**Non-relativistic hyperfine formula against Dirac-Hartree-Fock for 4d in the +4 lanthanides**

The table holds one-electron hyperfine constants $A/g_I$ of $4d_{3/2}$ and $4d_{5/2}$ and the small-component weight from Dirac-Coulomb Hartree-Fock (B-spline radial code, $nl$ average, Fermi nucleus), with $\langle r^{-3}\rangle$ from non-relativistic Hartree-Fock, for La⁴⁺ to Lu⁴⁺. The program tests $A_j/g_I=K\,l(l+1)\langle r^{-3}\rangle/[j(j+1)]$, which fixes the ratio at 7/3, and compares the departures with hydrogen-like Dirac factors at the bare and at a screened charge, with $(Z\alpha)^2$ and with the small weight. The ratio exceeds 7/3 by 5.5 to 9.2 %; $4d_{3/2}$ lies 4.0 to 9.3 % above the formula and $4d_{5/2}$ from 1.5 % below to 0.1 % above. The bare-charge factors give 89 % (La) and 86 % (Lu) of the excess, the screened charge 27 % and 31 %, and a fit $0.33\,(Z\alpha)^2$ leaves 0.004 rms in the ratio. For Nd⁴⁺, inserting the Dirac $\langle r^{-3}\rangle$ overshoots the ratio (2.61 against 2.476), and the excess falls from 44 % for 4p to 2.0 % for 4f.

Spherical lanthanide ions of charge +4 at the radial basis limit, computed with the B-spline radial atomic code version 1 by Dirac-Coulomb Hartree-Fock (nl configuration average, Fermi nucleus). <r⁻³> comes from non-relativistic Hartree-Fock (configuration average, point nucleus). A/g_I is the magnetic hyperfine constant of one electron in the orbital over g_I = μ/(I μ_N).

## Analysis program

```python
# Table: one-electron hyperfine constants A/g_I of 4d3/2, 4d5/2 in Ln4+ (B-spline radial code, Dirac-Coulomb
# Hartree-Fock, nl average, Fermi nucleus), <r^-3>(4d) from non-relativistic HF, small-component weight.
# Tested: non-relativistic A = K l(l+1)/(j(j+1)) <r^-3> (ratio 7/3); hydrogenic Dirac factors with bare Z;
# (Z alpha)^2 scaling; alternatives: screened charge from <r^-3>, proportionality to the small weight.
T = {
    'ion': ['La4+', 'Ce4+', 'Pr4+', 'Nd4+', 'Pm4+', 'Sm4+', 'Eu4+', 'Gd4+', 'Tb4+', 'Dy4+', 'Ho4+', 'Er4+', 'Tm4+', 'Yb4+', 'Lu4+'],
    'Z': [57, 58, 59, 60, 61, 62, 63, 64, 65, 66, 67, 68, 69, 70, 71],
    'N': [53, 54, 55, 56, 57, 58, 59, 60, 61, 62, 63, 64, 65, 66, 67],
    'configuration': ['[Kr] 4d10 5s2 5p5', '[Kr] 4d10 5s2 5p6', '[Xe] 4f1', '[Xe] 4f2', '[Xe] 4f3', '[Xe] 4f4', '[Xe] 4f5', '[Xe] 4f6', '[Xe] 4f7', '[Xe] 4f8', '[Xe] 4f9', '[Xe] 4f10', '[Xe] 4f11', '[Xe] 4f12', '[Xe] 4f13'],
    'A_lo': [5364, 5941, 6441, 6964, 7510, 8082, 8679, 9303, 9956, 10640, 11350, 12090, 12860, 13670, 14510],  # MHz
    'A_hi': [2178, 2409, 2607, 2812, 3026, 3248, 3480, 3721, 3972, 4233, 4504, 4785, 5078, 5381, 5695],  # MHz
    'ratio': [2.462, 2.466, 2.471, 2.476, 2.482, 2.488, 2.494, 2.5, 2.506, 2.513, 2.519, 2.526, 2.533, 2.54, 2.547],
    'r_m3': [33.8, 37.36, 40.35, 43.47, 46.72, 50.09, 53.6, 57.25, 61.04, 64.98, 69.06, 73.3, 77.69, 82.25, 86.96],  # bohr⁻³
    'small_lo': [0.00063, 0.00068, 0.000719, 0.00076, 0.0008, 0.000842, 0.000884, 0.000927, 0.000971, 0.00102, 0.00106, 0.00111, 0.00116, 0.0012, 0.00125],
}
import numpy as np
from scipy.constants import physical_constants as pc, mu_0, h, alpha, pi
from scipy.optimize import brentq
ion = T['ion']
Z, lo, hi, R, r3, sw = (np.array(T[k], float) for k in ('Z', 'A_lo', 'A_hi', 'ratio', 'r_m3', 'small_lo'))
K = mu_0/(4*pi)*2*pc['Bohr magneton'][0]*pc['nuclear magneton'][0]/pc['Bohr radius'][0]**3/h/1e6
ang = lambda l, j: l*(l+1)/(j*(j+1))
def F(z, n, k):  # hydrogenic Dirac A over its non-relativistic limit, point nucleus
    def g(z):
        ga = np.sqrt(k*k-(z*alpha)**2); nr = n-abs(k); N = np.sqrt(nr*nr+2*nr*ga+k*k)
        return k*(2*k*(ga+nr)-N)/(N**4*ga*(4*ga*ga-1))
    return g(z)/g(0.0)
R0 = ang(2, 1.5)/ang(2, 2.5)
Rh = lambda z: R0*F(z, 4, 2)/F(z, 4, -3)
flo, fhi = lo/(K*ang(2, 1.5)*r3), hi/(K*ang(2, 2.5)*r3)
ex = R/R0-1; x = (Z*alpha)**2
Zs = (r3*64*15)**(1/3)  # hydrogenic 4d: <r^-3> = Zs^3/(n^3 l(l+1/2)(l+1))
print(f"K = {K:.3f} MHz bohr^3; K*ang: {K*ang(2,1.5):.2f} (3/2), {K*ang(2,2.5):.2f} (5/2); non-rel ratio {R0:.4f}")
print("f = A/A_nonrel, H = hydrogenic Dirac factor at bare Z, Zs = screened charge from <r^-3>")
print("ion  (Za)^2 excess% f3/2-1% f5/2-1% H3/2-1% H5/2-1% f/H-1%(3/2,5/2) R_H(Z) R-R_H  Zs  R_H(Zs)")
for i, s in enumerate(ion):
    a, b = F(Z[i], 4, 2), F(Z[i], 4, -3)
    print(f"{s} {x[i]:.4f} {100*ex[i]:5.2f} {100*(flo[i]-1):6.2f} {100*(fhi[i]-1):6.2f} {100*(a-1):6.2f} {100*(b-1):5.2f}"
          f" {100*(flo[i]/a-1):6.2f} {100*(fhi[i]/b-1):6.2f} {Rh(Z[i]):.3f} {R[i]-Rh(Z[i]):+.3f} {Zs[i]:.1f} {Rh(Zs[i]):.3f}")
rd = lambda v: 0.5*10**(np.floor(np.log10(v))-3)/v
print(f"rounding floor: ratio 0.0005; f3/2 up to {100*max(rd(lo)+rd(r3)):.3f}%, f5/2 up to {100*max(rd(hi)+rd(r3)):.3f}%")
print(f"growth La->Lu: <r^-3> x{r3[-1]/r3[0]:.3f}, A3/2 x{lo[-1]/lo[0]:.3f}, A5/2 x{hi[-1]/hi[0]:.3f}, small weight x{sw[-1]/sw[0]:.2f}, excess x{ex[-1]/ex[0]:.2f}")
print(f"non-rel error in MHz (A - A_nr): 3/2 La {lo[0]*(1-1/flo[0]):.0f}, Lu {lo[-1]*(1-1/flo[-1]):.0f}; 5/2 La {hi[0]*(1-1/fhi[0]):.0f}, Lu {hi[-1]*(1-1/fhi[-1]):.0f}")
sl = lambda v: np.polyfit(np.log(Z), np.log(v), 1)[0]
p = sl(ex)
print(f"log-log slope vs Z: excess {p:.2f}, hydrogenic bare-Z excess {sl(Rh(Z)/R0-1):.2f}, small weight {sl(sw):.2f}, <r^-3> {sl(r3):.2f}")
for name, v in (("c*(Za)^2", x), ("c*small weight", sw), ("c*hydrogenic excess(Z)", Rh(Z)/R0-1)):
    c = v@ex/(v@v); res = R-R0*(1+c*v); w = np.argmax(abs(res))
    print(f"fit excess = {name}: c = {c:.3f}, rms in ratio {np.sqrt(np.mean(res**2)):.4f}, worst {ion[w]} {res[w]:+.4f}, ends {res[0]:+.4f} {res[-1]:+.4f}")
for i in (0, -1):
    zn = brentq(lambda z: Rh(z)-R[i], 1, 130)
    print(f"{ion[i]}: excess/(Za)^2 {ex[i]/x[i]:.3f}; excess/small weight {ex[i]/sw[i]:.0f}; share of excess from H: bare Z "
          f"{100*(Rh(Z[i])/R0-1)/ex[i]:.0f}%, Zs {100*(Rh(Zs[i])/R0-1)/ex[i]:.0f}%; charge needed {zn:.1f} (Z={Z[i]:.0f})")
print("steps of <r^-3> (bohr^-3):", " ".join(f"{d:.2f}" for d in np.diff(r3)))
print("steps of ratio (x1000):", " ".join(f"{1000*d:.0f}" for d in np.diff(R)))
print("steps of Zs:", " ".join(f"{d:.2f}" for d in np.diff(Zs)))
# further outputs of the same Dirac run, Nd4+ only: (n, l): A/g_I low j, high j (MHz), Dirac <r^-3> low j, high j
nd = {(4, 1): (122049.6, 16917.44, None, 352.9453), (3, 2): (38958.56, 15799.59, 270.0435, 244.1477),
      (4, 2): (6963.654, 2811.999, 48.67249, 43.5573), (4, 3): (815.1507, 443.9477, 6.274598, 6.121173)}
for (n, l), (a, b, ra, rb) in nd.items():
    q0 = ang(l, l-.5)/ang(l, l+.5); qh = q0*F(60, n, l)/F(60, n, -l-1)
    s = f"Nd {n}{'spdf'[l]}: ratio {a/b:.3f}, non-rel {q0:.3f}, excess {100*(a/b/q0-1):.1f}%, hydrogenic Z=60 {qh:.3f} ({100*(qh/q0-1):.1f}%)"
    if ra:
        s += f"; with Dirac <r^-3>: ratio {q0*ra/rb:.3f}, A errors {100*(K*ang(l,l-.5)*ra/a-1):+.1f}%, {100*(K*ang(l,l+.5)*rb/b-1):+.1f}%"
    print(s)
i = ion.index('Nd4+')
print(f"Nd 4d <r^-3> (bohr^-3): non-rel {r3[i]:.2f}; effective from A {flo[i]*r3[i]:.2f} (3/2), {fhi[i]*r3[i]:.2f} (5/2); "
      f"Dirac over non-rel {100*(nd[4,2][2]/r3[i]-1):+.1f}%, {100*(nd[4,2][3]/r3[i]-1):+.1f}%")
assert np.all(R > R0) and np.all(np.diff(R) > 0)
assert 2.0 < p < 2.8
assert np.all(flo > 1.03) and np.all(abs(fhi-1) < 0.02) and fhi[0] < 1
assert np.all(Rh(Zs) < Rh(Z)) and np.all(Rh(Z) < R)
```

Printed output:

```
K = 95.411 MHz bohr^3; K*ang: 152.66 (3/2), 65.42 (5/2); non-rel ratio 2.3333
f = A/A_nonrel, H = hydrogenic Dirac factor at bare Z, Zs = screened charge from <r^-3>
ion  (Za)^2 excess% f3/2-1% f5/2-1% H3/2-1% H5/2-1% f/H-1%(3/2,5/2) R_H(Z) R-R_H  Zs  R_H(Zs)
La4+ 0.1730  5.51   3.96  -1.51   8.17  3.09  -3.89  -4.46 2.448 +0.014 31.9 2.368
Ce4+ 0.1791  5.69   4.17  -1.44   8.47  3.20  -3.97  -4.50 2.452 +0.014 33.0 2.370
Pr4+ 0.1854  5.90   4.57  -1.25   8.79  3.32  -3.88  -4.42 2.457 +0.014 33.8 2.372
Nd4+ 0.1917  6.11   4.94  -1.13   9.11  3.43  -3.82  -4.41 2.461 +0.015 34.7 2.374
Pm4+ 0.1981  6.37   5.30  -1.00   9.44  3.55  -3.78  -4.40 2.466 +0.016 35.5 2.376
Sm4+ 0.2047  6.63   5.69  -0.89   9.77  3.67  -3.72  -4.40 2.471 +0.017 36.4 2.379
Eu4+ 0.2114  6.89   6.07  -0.76  10.12  3.80  -3.68  -4.39 2.475 +0.019 37.2 2.381
Gd4+ 0.2181  7.14   6.45  -0.66  10.47  3.92  -3.64  -4.41 2.480 +0.020 38.0 2.383
Tb4+ 0.2250  7.40   6.84  -0.54  10.82  4.05  -3.59  -4.41 2.485 +0.021 38.8 2.385
Dy4+ 0.2320  7.70   7.26  -0.43  11.19  4.18  -3.53  -4.43 2.490 +0.023 39.7 2.387
Ho4+ 0.2390  7.96   7.66  -0.31  11.56  4.31  -3.50  -4.44 2.495 +0.024 40.5 2.390
Er4+ 0.2462  8.26   8.05  -0.22  11.94  4.45  -3.48  -4.47 2.501 +0.025 41.3 2.392
Tm4+ 0.2535  8.56   8.43  -0.09  12.33  4.58  -3.47  -4.47 2.506 +0.027 42.1 2.394
Yb4+ 0.2609  8.86   8.87  -0.00  12.72  4.72  -3.42  -4.51 2.512 +0.028 42.9 2.397
Lu4+ 0.2684  9.16   9.30   0.10  13.13  4.86  -3.38  -4.54 2.517 +0.030 43.7 2.399
rounding floor: ratio 0.0005; f3/2 up to 0.055%, f5/2 up to 0.038%
growth La->Lu: <r^-3> x2.573, A3/2 x2.705, A5/2 x2.615, small weight x1.98, excess x1.66
non-rel error in MHz (A - A_nr): 3/2 La 204, Lu 1235; 5/2 La -33, Lu 6
log-log slope vs Z: excess 2.35, hydrogenic bare-Z excess 2.14, small weight 3.07, <r^-3> 4.23
fit excess = c*(Za)^2: c = 0.330, rms in ratio 0.0040, worst Lu4+ +0.0070, ends -0.0046 +0.0070
fit excess = c*small weight: c = 76.487, rms in ratio 0.0075, worst La4+ +0.0162, ends +0.0162 -0.0094
fit excess = c*hydrogenic excess(Z): c = 1.140, rms in ratio 0.0024, worst Lu4+ +0.0041, ends -0.0022 +0.0041
La4+: excess/(Za)^2 0.319; excess/small weight 88; share of excess from H: bare Z 89%, Zs 27%; charge needed 60.1 (Z=57)
Lu4+: excess/(Za)^2 0.341; excess/small weight 73; share of excess from H: bare Z 86%, Zs 31%; charge needed 76.0 (Z=71)
steps of <r^-3> (bohr^-3): 3.56 2.99 3.12 3.25 3.37 3.51 3.65 3.79 3.94 4.08 4.24 4.39 4.56 4.71
steps of ratio (x1000): 4 5 5 6 6 6 6 6 7 6 7 7 7 7
steps of Zs: 1.08 0.86 0.85 0.84 0.83 0.83 0.83 0.82 0.82 0.81 0.81 0.81 0.81 0.80
Nd 4p: ratio 7.214, non-rel 5.000, excess 44.3%, hydrogenic Z=60 7.141 (42.8%)
Nd 3d: ratio 2.466, non-rel 2.333, excess 5.7%, hydrogenic Z=60 2.465 (5.7%); with Dirac <r^-3>: ratio 2.581, A errors +5.8%, +1.1%
Nd 4d: ratio 2.476, non-rel 2.333, excess 6.1%, hydrogenic Z=60 2.461 (5.5%); with Dirac <r^-3>: ratio 2.607, A errors +6.7%, +1.3%
Nd 4f: ratio 1.836, non-rel 1.800, excess 2.0%, hydrogenic Z=60 1.834 (1.9%); with Dirac <r^-3>: ratio 1.845, A errors +0.7%, +0.2%
Nd 4d <r^-3> (bohr^-3): non-rel 43.47; effective from A 45.62 (3/2), 42.98 (5/2); Dirac over non-rel +12.0%, +0.2%
```
